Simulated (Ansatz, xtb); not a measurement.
Relative energy of two isomers of C2H6ClFSi

Structure a: `CC[Si@H](F)Cl`, a singlet. Structure b: `C[C@H](Cl)[SiH2]F`, a singlet. Both are isolated molecules in the gas phase, relaxed with BLYP-D3(BJ)/def2-SVP; the shapes shown needn't be the lowest conformers.

a (Å):

```yaml
atoms:
  - { symbol: C, position_ang: [-0.8877, 1.8976, -1.5955] }
  - { symbol: C, position_ang: [-0.2530, 0.8382, -0.6648] }
  - { symbol: Cl, position_ang: [2.3598, -0.7306, 0.4548] }
  - { symbol: F, position_ang: [2.0800, 0.5109, -2.2905] }
  - { symbol: Si, position_ang: [1.6213, 0.8088, -0.7433] }
  - { symbol: H, position_ang: [-0.6128, 1.7157, -2.6538] }
  - { symbol: H, position_ang: [-0.5513, 2.9227, -1.3360] }
  - { symbol: H, position_ang: [-1.9941, 1.8849, -1.5270] }
  - { symbol: H, position_ang: [-0.6125, -0.1824, -0.9171] }
  - { symbol: H, position_ang: [-0.5424, 1.0102, 0.3949] }
  - { symbol: H, position_ang: [2.2694, 2.0885, -0.3320] }
```

b (Å):

```xyz
11

C     1.3546    0.8672    0.4988
C     1.3239    0.4991   -0.9843
Cl    1.3798    2.0248   -2.0450
F    -0.4311   -1.7605   -0.7034
Si   -0.2562   -0.3740   -1.5787
H     2.2765    1.4237    0.7597
H     0.4815    1.4911    0.7746
H     1.3211   -0.0626    1.1047
H     2.2252   -0.0784   -1.2688
H    -0.1350   -0.7416   -3.0203
H    -1.4363    0.4997   -1.3064
```

Quicker runs give these differences E(b) − E(a): GFN2-xTB +107.3 kJ/mol; HF/STO-3G +168.8 kJ/mol (at GFN2-xTB geometries); r2SCAN-D4/def2-SVP +167.8 kJ/mol (at GFN2-xTB geometries).

Task: Estimate E(b) − E(a) at the level CCSD(T)/def2-SVP + ΔMP2/def2-TZVPP.

Result: Calculated at CCSD(T)/def2-SVP + ΔMP2/def2-TZVPP: E(b) − E(a) = +166.7 kJ/mol, so structure a lies lower.

Level by level:

```
                             level              geometry  E(b) − E(a) (kJ/mol)  departure from the last row (kJ/mol)  job, with rough time for the two
                          GFN2-xTB              GFN2-xTB                  +107.3                                 −59.5               optimisation, 1.4 s
                         HF/STO-3G              GFN2-xTB                  +168.8                                  +2.1               single point, 2.2 s
                r2SCAN-D4/def2-SVP              GFN2-xTB                  +167.8                                  +1.0                single point, 11 s
              BLYP-D3(BJ)/def2-SVP  BLYP-D3(BJ)/def2-SVP                  +154.9                                 −11.8             optimisation, 1.7 min
                       HF/def2-SVP  BLYP-D3(BJ)/def2-SVP                  +175.0                                  +8.2           part of the CCSD(T) run
                      MP2/def2-SVP  BLYP-D3(BJ)/def2-SVP                  +170.9                                  +4.1           part of the CCSD(T) run
                  CCSD(T)/def2-SVP  BLYP-D3(BJ)/def2-SVP                  +164.1                                  −2.6                      single point
CCSD(T)/def2-SVP + ΔMP2/def2-TZVPP  BLYP-D3(BJ)/def2-SVP                  +166.7                                                   single point, 1.8 min
```

As drawn, b has 1 C–Cl, 1 Si–H in place of 1 Cl–Si, 1 C–H.

None of the levels shown reverses the order. The largest departure from CCSD(T)/def2-SVP + ΔMP2/def2-TZVPP is that of GFN2-xTB, 59.5 kJ/mol. The last row adds to CCSD(T) the change of the MP2 difference between the two basis sets, here +2.6 kJ/mol.

With harmonic frequencies from BLYP-D3(BJ)/def2-SVP (ideal gas, rigid rotor, one conformer each, 298.15 K, 1 atm): on the last row, ΔE + ΔZPE = +160.3, ΔH = +160.0, ΔG = +161.5 kJ/mol.

The correlated steps freeze 13 core orbitals. Codes used: Ansatz 0.2.0, xtb 6.7.1; the last row on 2 threads of AMD EPYC (Zen 3) on a shared host.

Moving chlorine from silicon to carbon, with hydrogen going the other way, costs 166.7 kJ/mol, a preference far too large for thermal corrections to overturn. Both halves of the exchange favour a. Silicon is much more electropositive than carbon, so its bond to chlorine is more polar and stronger than C–Cl, while C–H is stronger than Si–H. Having fluorine and chlorine on the same silicon probably adds some stabilisation through donation from halogen lone pairs into the neighbouring Si–halogen σ* orbitals, though the total energies do not separate this from the bond terms.

Zero-point energy narrows the gap slightly, as expected when a stiff C–H bond is replaced by a softer Si–H bond. Entropy matters little, since the exchange leaves the number of molecules unchanged. The close agreement of HF/STO-3G with the final value probably reflects cancelling basis-set and correlation errors, because Hartree–Fock in the larger def2-SVP basis lies further away. The preference is thermodynamic and says nothing about how readily b would rearrange to a.
